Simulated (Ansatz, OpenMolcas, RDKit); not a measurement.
# GeH3Cl (chlorogermane): the HOMO–LUMO gap, rung by rung

The species is GeH3Cl (5 atoms), meant as a singlet with charge 0. As SMILES, `[Cl][GeH3]`. Geometry: relaxed at PBE0-D4/def2-TZVP.

Each level gives the HOMO–LUMO gap (eV). The values are calculated.

```json
{"level": "extended Hückel", "kind": "semi-empirical", "program": "RDKit", "value (eV)": "17.05"}
{"level": "HF/def2-TZVP", "kind": "Hartree–Fock", "program": "Ansatz", "value (eV)": "15.13"}
{"level": "SVWN5/def2-TZVP", "kind": "LDA", "program": "OpenMolcas", "value (eV)": "6.01"}
{"level": "revPBE/def2-TZVP", "kind": "GGA", "program": "Ansatz", "value (eV)": "6.26"}
{"level": "TPSS/def2-TZVP", "kind": "meta-GGA", "program": "OpenMolcas", "value (eV)": "6.53"}
{"level": "M06-2X/def2-TZVP", "kind": "hybrid meta-GGA", "program": "OpenMolcas", "value (eV)": "10.77"}
{"level": "PBE0/def2-TZVP", "kind": "global hybrid", "program": "OpenMolcas", "value (eV)": "8.50"}
{"level": "HSE06/def2-TZVP", "kind": "range-separated hybrid", "program": "Ansatz", "value (eV)": "7.72"}
{"level": "B2PLYP/def2-TZVP", "kind": "double hybrid", "program": "Ansatz", "value (eV)": "10.94"}
```

All-electron rows without a relativistic Hamiltonian named are non-relativistic. The values span 6.01 to 17.05 eV. Orbital gaps aren't excitation energies, and those of double hybrids come from the SCF part alone; they tend to grow with the share of exact exchange.

Every level gives chlorogermane a wide gap, as expected for a small saturated molecule with no π system. The HOMO is probably the degenerate pair of chlorine 3p lone pairs, held low by chlorine's electronegativity, and the LUMO probably has Ge–Cl σ* character weighted towards germanium. On that picture the gap reflects a lone-pair level set against a polar σ framework, rather than the splitting of a single bond.

The three semi-local functionals lie close together, from 6.01 to 6.53 eV, so refining the density functional within that family matters little here. The drop from 8.50 eV in PBE0 to 7.72 eV in HSE06 probably reflects the screening of long-range exchange, which in an isolated molecule has no dielectric surroundings to justify it. The extended Hückel value rests on a parameterised orbital scale and sets no upper bound for the other levels. Without diffuse functions, the larger gaps in particular may depend on how the basis confines an unbound LUMO, so they don't establish a bound anion state.
